Gap decay constant of the two-site chain

1. Premises

P1. One orbital per site, two sites per cell, cell length a along the chain axis. Site 1 (boron p_π, amplitude u_n in cell n) has energy +D, site 2 (nitrogen p_π, amplitude v_n) has −D. The zero of energy is the mean of the two.
P2. Orthonormal orbitals, nearest-neighbour matrix elements only: −t1 within a cell, −t2 from site 2 of cell n to site 1 of cell n+1. D, t1, t2 are real, t1 t2 > 0. This is the Rice–Mele chain; D = 0 gives the Su–Schrieffer–Heeger chain.
P3. Independent electrons, spin a spectator, E real unless stated.

The site equations are
(1a) (E − D) u_n + t1 v_n + t2 v_(n−1) = 0
(1b) (E + D) v_n + t1 u_n + t2 u_(n+1) = 0

For t1 t2 < 0, multiply u_n and v_n by (−1)^n. This flips the sign of t2 and shifts k by π/a, so all results carry over with |t1 t2| and gap states at k = iκ.

2. Transfer matrix: all solutions at given E

Solve (1a) for v_n, insert it in (1b), solve for u_(n+1):
v_n = −[(E − D)/t1] u_n − (t2/t1) v_(n−1)
u_(n+1) = [(E² − D² − t1²)/(t1 t2)] u_n + [(E + D)/t1] v_(n−1)
So (u_(n+1), v_n) = M (u_n, v_(n−1)), with rows
(2) M = [ (E² − D² − t1²)/(t1 t2), (E + D)/t1 ; −(E − D)/t1, −t2/t1 ]
Directly:
det M = [−(E² − D² − t1²) + (E² − D²)]/t1² = 1
tr M = 2z, z(E) = (E² − D² − t1² − t2²)/(2 t1 t2)
The solution space at each E is two-dimensional. An eigenvector of M with eigenvalue λ gives amplitudes ∝ λ^n, and
(3) λ² − 2zλ + 1 = 0, λ = z ± √(z² − 1), product of the roots = 1.
Define k by λ = exp(ika), complex k allowed. Then λ + 1/λ = 2z reads cos ka = z, or
(4) E² = F(k) = D² + t1² + t2² + 2 t1 t2 cos ka.
The same equation is det[E − H(k)] = 0 for
H(k) = [ D, −(t1 + t2/λ) ; −(t1 + t2 λ), −D ],
obtained by putting u_n = u λ^n, v_n = v λ^n in (1). H(k) is Hermitian only for real k.

3. Classification for real E

z is real and increases with E². Define Δ² = D² + (t1 − t2)² and W² = D² + (t1 + t2)². Then z + 1 = (E² − Δ²)/(2 t1 t2) and z − 1 = (E² − W²)/(2 t1 t2).
(a) Δ ≤ |E| ≤ W: |z| ≤ 1, |λ| = 1, k real. Two bands; gap E_g = 2Δ, direct, at k = π/a.
(b) |E| > W: z > 1, both roots real and positive, k = ±iκ.
(c) |E| < Δ: z < −1. The roots are real (z² > 1), of equal sign (product 1) and negative (sum 2z). Hence λ = −exp(∓κa) with κ > 0, that is k = π/a ± iκ. The upper sign decays towards +x.

In case (c), cos(π + iκa) = −cosh κa, and (4) gives
(5) cosh κa = (t1² + t2² + D² − E²)/(2 t1 t2), |E| < Δ.
With cosh x − 1 = 2 sinh²(x/2) and cosh x + 1 = 2 cosh²(x/2):
(6) sinh(κa/2) = √(Δ² − E²)/(2√(t1 t2)), tanh(κa/2) = √[(Δ² − E²)/(W² − E²)].
κ is even in E, zero at both edges, and largest at E = 0:
(7) cosh κ0 a = (t1² + t2² + D²)/(2 t1 t2), κ0 a = ln[(W + Δ)/(W − Δ)],
the second form from tanh(κ0 a/2) = Δ/W.

D = 0: with ρ = t1/t2, cosh κ0 a = (ρ + 1/ρ)/2 = cosh(ln ρ), so κ0 a = |ln(t1/t2)|. For any D, (5) gives κa = |ln(t1/t2)| at E = ±D. At E = +D and t1 < t2 the decaying solution is explicit: v = 0 satisfies (1a), and (1b) gives λ = −t1/t2. It obeys v_0 = 0, so it is the end state of a chain that begins on site 1 with the weak bond.

4. Branch point

F(k) is entire, so E(k) = ±√F(k) is singular only at zeros of F of odd order, and there E = 0. F = 0 means cos ka = −cosh κ0 a, so the zeros are k_b = π/a ± iκ0 modulo 2π/a. With sin(π + iκa) = −i sinh κa,
F′(π/a + iκ0) = −2 t1 t2 a sin k_b a = 2i t1 t2 a sinh κ0 a.
This is nonzero whenever Δ > 0. The zero is simple, E ∝ (k − k_b)^(1/2), and a circuit round k_b exchanges the two bands: they are the two sheets of one function. On the line k = π/a + iκ,
(8) E² = 2 t1 t2 (cosh κ0 a − cosh κa).
E is real for κ < κ0 and imaginary beyond. Starting from the valence edge −Δ, the real-energy path climbs to κ0, changes sheet, and descends to the conduction edge +Δ. Linearising (8),
κ(E) ≈ κ0 − E²/(2 t1 t2 a sinh κ0 a),
so κ(E) is smooth at E = 0. The inverse function k(E) has its own branch points elsewhere, at the band edges z = ±1.

At k_b, H has zero trace and zero determinant but is not the zero matrix, so H² = 0 and the two eigenvectors coalesce. For D = 0 and t1 = t2 = t the pair of zeros merges into a double zero at π/a, E = ±2t cos(ka/2) is entire, and the gap is closed.

Consequence, in the spirit of Kohn's 1959 analysis. The lower-band projector is P(k) = ½[1 − H(k)/√F(k)], analytic for |Im k| < κ0. In its Fourier integral over the zone, move the contour up to the cut κ > κ0. With s = (κ − κ0)a, 1/√F ∝ s^(−1/2), and ∫ s^(−1/2) exp(−sn) ds ∝ n^(−1/2). The density matrix of the filled band decays as (−1)^n n^(−1/2) exp(−κ0 a n).

5. Small-κ limits

For k = π/a + q and |q|a ≪ 1, F ≈ Δ² + t1 t2 a² q². Near an edge |E| ≈ Δ + t1 t2 a² q²/(2Δ), so both edges have mass
(9) m* = ħ² Δ/(t1 t2 a²).
Putting q = iκ and ε = Δ − |E|, so that Δ² − E² = 2Δ ε(1 − ε/E_g):
(10) κ² ≈ (Δ² − E²)/(t1 t2 a²) = (2m*/ħ²) ε (1 − ε/E_g),
the Franz two-band form. It replaces sinh(κa/2) by κa/2 in (6) and so overestimates κ, by the relative amount (κa)²/24 in leading order. Dropping ε/E_g gives the one-band barrier formula, which exceeds (10) by √2 at midgap.

6. Tunnelling exponent

P4. N cells, sites u_1 … v_N, are joined to two leads that enter as self-energies Σ_L(E) on u_1 and Σ_R(E) on v_N, independent of N, with Γ = −2 Im Σ > 0. Transport is coherent, with transmission T = Γ_L Γ_R |G|², where G is the element of (E − H − Σ)^(−1) between the two end sites.

The column of the Green function with its source on u_1 obeys (1) on interior sites, and at the ends
(E − D − Σ_L) u_1 + t1 v_1 = 1
(E + D − Σ_R) v_N + t1 u_N = 0.
Define fictitious amplitudes by t2 v_0 = −1 − Σ_L u_1 and t2 u_(N+1) = −Σ_R v_N. The end equations then take the form (1a) and (1b), so M applies N times. With G = v_N, column r = (−Σ_R/t2, 1) and row l = (Σ_L, t2):
(u_(N+1), v_N) = G r, (u_1, v_0) = G M^(−N) r, l·(u_1, v_0) = −1,
(11) G = −1/(l M^(−N) r).
In the gap M has distinct real eigenvalues −exp(−κa) and −exp(+κa), with real spectral projectors P_d and P_g. Then
M^(−N) = (−1)^N [exp(Nκa) P_d + exp(−Nκa) P_g].
With c_d = l P_d r, c_g = l P_g r and L = Na:
(12) T = Γ_L Γ_R exp(−2κL)/|c_d + c_g exp(−2κL)|².
c_d never vanishes. Write P_d = x yᵀ with real x and y, so c_d = (l·x)(y·r). The factor l·x = Σ_L x_1 + t2 x_2 has imaginary part −Γ_L x_1/2; if x_1 = 0 it equals t2 x_2 ≠ 0. The same argument holds for y·r. Therefore, for large N,
(13) T = A(E) exp(−βL) [1 + O(exp(−2κL))], β(E) = 2κ(E), A = Γ_L Γ_R/|c_d|².
The contacts fix A; the bulk chain fixes β. The factor 2 arises because κ refers to the amplitude and T to its square. The linear conductance at zero temperature is (2e²/h) T(E_F), so the relevant exponent is 2κ(E_F), and 2κ0 is its upper bound in the gap.

7. Range of validity

(i) (5)–(8) are exact within P1–P3, for |E| < Δ.
(ii) (13) needs |c_g/c_d| exp(−2κL) ≪ 1. It fails near the edges, where κ → 0, and sets in late near an end-state level with weak contacts: at E = D, t1 < t2, x = (1, 0) and l·x = Σ_L is small.
(iii) κ and β are per unit length along the axis. For a zigzag chain a is the projected period, not the sum of two bond lengths.
(iv) Overlap s between neighbours: the off-diagonal elements of H − ES are −(t_i + E s), so (5) holds with t_i → t_i + E s. κ(0) is unchanged; the symmetry E ↔ −E is lost.
(v) Second-neighbour elements −t′1, −t′2 add −2t′_i cos ka to the diagonal of H. On the gap line, (5) holds with E → E − (t′1 + t′2) cosh κa and D → D + δ cosh κa, δ = t′1 − t′2. For δ = 0, κ0 is unchanged, the branch point moves to E = 2t′ cosh κ0 a and midgap to 2t′. The branch point at E = 0 is thus a property of the nearest-neighbour model.
(vi) Temperature. For E_F = 0 the weight of energy E > 0 is about exp[−β(E)L − E/k_BT]. By (6), κ is an increasing concave function (asinh) of a concave function of E, hence concave; the exponent βL + E/k_BT is least at E = 0 or at E = Δ. Tunnelling wins for L < L* = Δ/(k_BT β(0)), prefactors ignored.
(vii) Other channels (σ bands, vacuum) have their own κ, and the smallest one controls long chains. The π model does not bound them. Image-charge and bias shifts of the barrier, and vibronic scattering, are absent.

8. Illustration: π band of a zigzag B–N chain

Inputs, typical of π models of hexagonal BN: a = 2.50 Å, t1 = t2 = t = 2.5 eV, D = 3.0 eV. D is chosen so that E_g = 2D reproduces the typical gap of hexagonal BN, about 6 eV. Third figures below display convergence within the model only.

Δ = 3.0 eV, W = 5.83 eV. At E = 0: cosh κ0 a = 1 + D²/(2t²) = 1.72, exp(κ0 a) = 3.12, κ0 a = 1.138, κ0 = 0.455 Å⁻¹, amplitude decay length 2.20 Å, β(0) = 0.91 Å⁻¹. From (9), m* = 0.59 m_e.

|E| (eV) | κa from (5) | β from (5) | β from (10) | β one-band (β in Å⁻¹)
0 | 1.138 | 0.91 | 0.96 | 1.36
1.5 | 0.997 | 0.80 | 0.83 | 0.96
2.5 | 0.652 | 0.52 | 0.53 | 0.55

Finite chains at E = 0 with illustrative contacts Σ_L = Σ_R = −i × 1.0 eV (Γ = 2.0 eV). M = [ −2.44, 1.2 ; 1.2, −1 ]. Let s_N = (−1)^N l M^(−N) r. By (3) and the Cayley–Hamilton theorem, s_(N+1) = 3.44 s_N − s_(N−1), with s_0 = 2.9 eV and s_1 = 6.5 eV; then s_2 = 19.46 eV, and T_N = Γ²/s_N².

N | T_N | T_(N−1)/T_N
1 | 9.47 × 10⁻² | –
2 | 1.06 × 10⁻² | 8.96
3 | 1.09 × 10⁻³ | 9.65
4 | 1.13 × 10⁻⁴ | 9.72
5 | 1.16 × 10⁻⁵ | 9.73
The ratio tends to exp(2κ0 a) = 9.73, about one decade per B–N cell.

Size of the neglected terms and of input changes, all illustrative, β in Å⁻¹:
Bond alternation t1 = 2.7, t2 = 2.3 eV: Δ = 3.03 eV, β(0) = 0.92. The same alternation with D = 0 gives κ0 a = 0.160, β = 0.13. The decay is set by the ionicity.
Overlap s = 0.1: β(+1.5 eV) = 0.76, β(−1.5 eV) = 0.84, against 0.80.
Equal t′ = 0.2 eV: branch point at 0.69 eV, midgap at 0.40 eV.
δ = +0.2 or −0.2 eV at fixed gap (D + δ = 3.0 eV): 2κ0 = 0.95 or 0.87.
D = 2.5 or 3.5 eV: β(0) = 0.77 or 1.04.
At 300 K, k_BT = 0.0259 eV and L* ≈ 13 nm.

The same formula covers in-plane tunnelling in monolayer hexagonal BN, a two-dimensional insulator, along the armchair direction. At conserved transverse wave number q the zigzag rows form a two-site chain with t1 = t, t2 = 2t cos(qa/2) and period a′ = √3 a/2 = 2.17 Å. Setting the t2-derivative of (5) to zero gives t2² = t² + D² − E², allowed if this is below 4t², and then sinh κa′ = √(D² − E²)/t. At E = 0: t2 = 3.9 eV, κa′ = 1.016, β = 0.94 Å⁻¹, smaller than the 1.05 Å⁻¹ at the projection of the K point (t2 = t).

The model's midgap exponent for the chain is β ≈ 0.9 Å⁻¹, good to one figure given the spread above. Wide-gap tunnel barriers typically show β of order 1 Å⁻¹, so the value is of the usual size. It remains the model's number: a weakly screened isolated chain would tend to have a larger gap and a larger β, and a Fermi level away from midgap lowers β as in the first table.